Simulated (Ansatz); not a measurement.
Theory: DFT PBE, scalar-relativistic, plane waves, PAW in Ansatz 0.2.0. All cells share a 420 eV cutoff and Γ-centred k meshes spaced at most about 0.3 Å⁻¹ (about 0.25 or finer for metals, 2π included). No spin polarisation in the final relaxations.

Temperature and zero-point effects are left out.

Two forms of BiTe were relaxed alike.

A.

```
CELL_PARAMETERS angstrom
2.42229 1.39851 3.31334
-2.42229 1.39851 3.31334
0.00000 -2.79703 3.31334
ATOMIC_POSITIONS crystal
Bi 0.50000 0.50000 0.50000
Te 0.00000 0.00000 0.00000
```

B.

```
CELL_PARAMETERS angstrom
0.00000 3.25188 3.25188
3.25188 0.00000 3.25188
3.25188 3.25188 0.00000
ATOMIC_POSITIONS crystal
Bi 0.00000 0.00000 0.00000
Te 0.50000 0.50000 0.50000
```

Question: Which is lower in energy, and by how much?

Answer: They are level within the accuracy (4 meV/atom apart, with A the lower in these runs). A has space group R-3m (No. 166), 33.7 Å³/atom and no gap on its mesh; B has the rock salt type, space group Fm-3m (No. 225), 34.4 Å³/atom and no gap. Counting Te atoms around Bi (those within 1.25 times the shortest such distance or 1.15 times the sum of covalent radii), A and B both have Bi 6. Origin: A is a Materials Project cell, relaxed; B is a cell as deposited in COD, relaxed.

The k mesh leaves some 4 meV/atom of noise in the energy of each metallic cell. These runs have no spin–orbit coupling, which can matter for Bi and Te. In R-3m, Fm-3m an odd number of electrons in the primitive cell allows no gap without spin; a larger cell or a magnetic state could open one. A magnetic state wasn't ruled out in cells without spin, among them R-3m, Fm-3m.

The two forms are closely related: A is rock salt compressed along one threefold axis. Bi stays midway between opposite Te neighbours, and its six Bi–Te contacts remain equal and almost as long as in B. The smaller volume of A, 33.7 against 34.4 Å³/atom, therefore comes from bending the bond angles away from a right angle, not from shorter bonds. Keeping the same octahedral p-bonded network probably explains why the distortion changes the energy so little, and the difference doesn't establish a preference for either form.

The metallic character follows from electron count. BiTe has one more valence electron per formula unit than PbTe, and in an undimerised network this electron enters the cation-derived, antibonding p bands. The well-known layered form of BiTe instead contains bismuth bilayers between Bi–Te slabs, where Bi–Bi bonds accommodate the extra electrons. Neither small cell can describe that arrangement, so the near-tie concerns only two rock-salt-like structures and doesn't identify the ground state of BiTe.
